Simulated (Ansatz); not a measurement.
PtS₂: energy above lowest point and pressure as volume scale varies

All results are calculated (Ansatz 0.2.0). Free energy against uniform scaling of the volume at fixed shape and fractions; periodic cell, basis, potentials, k mesh and filling as listed.

The cell before it is scaled or strained (space group P-3m1, No. 164):
```
cell vectors (Å)
   3.5432     0.0000     0.0000
  -1.7716     3.0685     0.0000
   0.0000     0.0000     5.0388
atoms (fractions of the cell vectors)
Pt  0.00000  0.00000  0.00000
S   0.33333  0.66667  0.22700
S   0.66667  0.33333  0.77300
```

Settings of every row: functional PBEsol; dispersion none; potentials PAW; wave cutoff 450 eV; density cutoff 1800 eV; k mesh 9x9x6; k shift 0x0x0; occupations cold; smearing width 0.1 eV; spin none.

Limits: a layered crystal: even scaling strains the bonds within the layers, so this curve is stiffer than the crystal under pressure; no spin-orbit coupling, which can matter with elements this heavy.

```
row  volume scale  V (Å³/atom)  energy above lowest point (meV/atom)  pressure (GPa)
  1           0.9       16.435                                 204.1           28.96
  2         0.925       16.892                                 131.6           22.09
  3          0.95       17.348                                  77.3           16.12
  4         0.975       17.805                                    39           10.92
  5             1       18.261                                     ?               ?
  6         1.025       18.718                                     2            2.45
  7          1.05       19.174                                     0           -0.98
  8         1.075       19.631                                   7.1           -3.96
  9           1.1       20.087                                  22.2           -6.55
```

Question: what energy above lowest point and pressure should row 5 give?

Worked fit of energy above lowest point. Take u = (V_r/V)^(2/3) − 1 with V_r = 18.261 Å³ an atom, which is twice the finite (Eulerian) strain; such expansions in the strain, on which the Birch-Murnaghan equation of state is built, carry the rest volume and the bulk modulus. The shown rows have u = 0.07276, 0.05332, 0.03478, 0.017, -0.01634, -0.032, -0.04708, -0.06156. Least squares give energy above lowest point = 14.5 + 1094.4 × u + 20253 × u² + 7207 × u³ meV/atom; a parabola predicts inner rows, each left out in turn, worse (root mean square 0.56 against 0.068 meV/atom). The rows lie off it by 0.0, 0.1, -0.1, 0.0, 0.0, 0.0, 0.0, 0.0. Its lowest point lies at u = -0.0274, or V = 19.04 Å³ an atom, and the curvature there gives the bulk modulus at fixed shape and fractions, B = (4/9)(1 + u)² E″(u)/V = 139 GPa. Letting shape and atoms relax would as a rule lower it, by much in layered, chain or molecular crystals. The withheld row has u = 0, so the fit gives 14.5 + 1094.4 × (0) + 20253 × (0)² + 7207 × (0)³ = 14.5 meV/atom.

The calculation gave 14.5 meV/atom. The fit meets it to the printed digit.

Worked fit of pressure. Take u = (V_r/V)^(2/3) − 1 with V_r = 18.261 Å³ an atom, which is twice the finite (Eulerian) strain; such expansions in the strain, on which the Birch-Murnaghan equation of state is built, carry the rest volume and the bulk modulus. The shown rows have u = 0.07276, 0.05332, 0.03478, 0.017, -0.01634, -0.032, -0.04708, -0.06156. Least squares give pressure = 6.395 + 253.34 × u + 736.7 × u² + 602 × u³ GPa; a parabola predicts inner rows, each left out in turn, worse (root mean square 0.046 against 0.0034 GPa). All shown rows lie on it to the printed digit. The pressure vanishes at u = -0.0274, or V = 19.04 Å³ an atom, and there the bulk modulus at fixed shape and fractions is B = −V dP/dV = (2/3)(1 + u) dP/du = 139 GPa. Letting shape and atoms relax would as a rule lower it, by much in layered, chain or molecular crystals. The withheld row has u = 0, so the fit gives 6.395 + 253.34 × (0) + 736.7 × (0)² + 602 × (0)³ = 6.39 GPa.

The calculation gave 6.39 GPa. The fit meets it to the printed digit.
